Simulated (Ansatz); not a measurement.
# Loss of H2: C2H5AlCl2 → C2H3AlCl2 + H2

Species: C2H5AlCl2 (ethylaluminum dichloride) `C[CH2][Al]([Cl])[Cl]`, singlet; C2H3AlCl2 `C=[CH][Al]([Cl])[Cl]`, singlet; H2 (hydrogen), singlet. 

Shapes, held fixed at every level: PBE0-D4/def2-TZVP. Programs: Ansatz 0.2.0. The zero-point and thermal change to 298 K, harmonic and unscaled (PBE0-D4/def2-TZVP), is -26.0 kJ/mol.

Task: Estimate ΔH(298 K) of this reaction.

Result: The highest level, CCSD(T)/CBS estimate, gives ΔH(298 K) = +120.6 kJ/mol; the levels span +119.6 to +138.9. The column of differences is taken from that level and isn't an error. No measured value is set beside it here. The CBS estimate extrapolates MP2 from def2-TZVPP and def2-QZVPP and adds CCSD(T) − MP2 in the triple-zeta set, cores frozen; for H2 it overshoots the exact energy by about 1 mEh.

```csv
level,kind,ΔH(298 K) (kJ/mol),less CCSD(T)/CBS estimate
HF/def2-SVP,Hartree–Fock,+125.9,+5.3
PBE-D4/def2-TZVPP,GGA,+128.8,+8.2
BHLYP-D4/def2-TZVPP,global hybrid,+128.5,+7.9
r2SCAN0-D4/def2-TZVPP,global hybrid,+138.9,+18.3
CCSD(T)/def2-SVP,coupled cluster or CI,+126.6,+6.0
CCSD(T)/def2-TZVPP,coupled cluster or CI,+119.6,-1.0
CCSD(T)/CBS estimate,coupled cluster or CI,+120.6,0.0
```

Loss of H2 from ethylaluminum dichloride is strongly endothermic at every level, at +120.6 kJ/mol for the best estimate. Two C–H σ bonds are exchanged for an H–H bond and a C=C π bond, and the weak π bond doesn't repay the cost. Part of that cost is probably recovered at aluminum, where the vinyl carbon's greater s character strengthens the Al–C bond and the π electrons can delocalize slightly into the formally empty Al 3p orbital.

In the def2-SVP basis, Hartree–Fock and CCSD(T) nearly coincide, so the correlation contributions largely cancel, as expected when the number of electron pairs is conserved. PBE and BHLYP also agree closely despite their very different exact-exchange fractions; the higher r2SCAN0 value therefore probably reflects its semilocal part. The gain in entropy on releasing H2 favors dehydrogenation at high temperature, but the reaction enthalpy doesn't show whether it could compete kinetically with β-hydride elimination to ethylene.
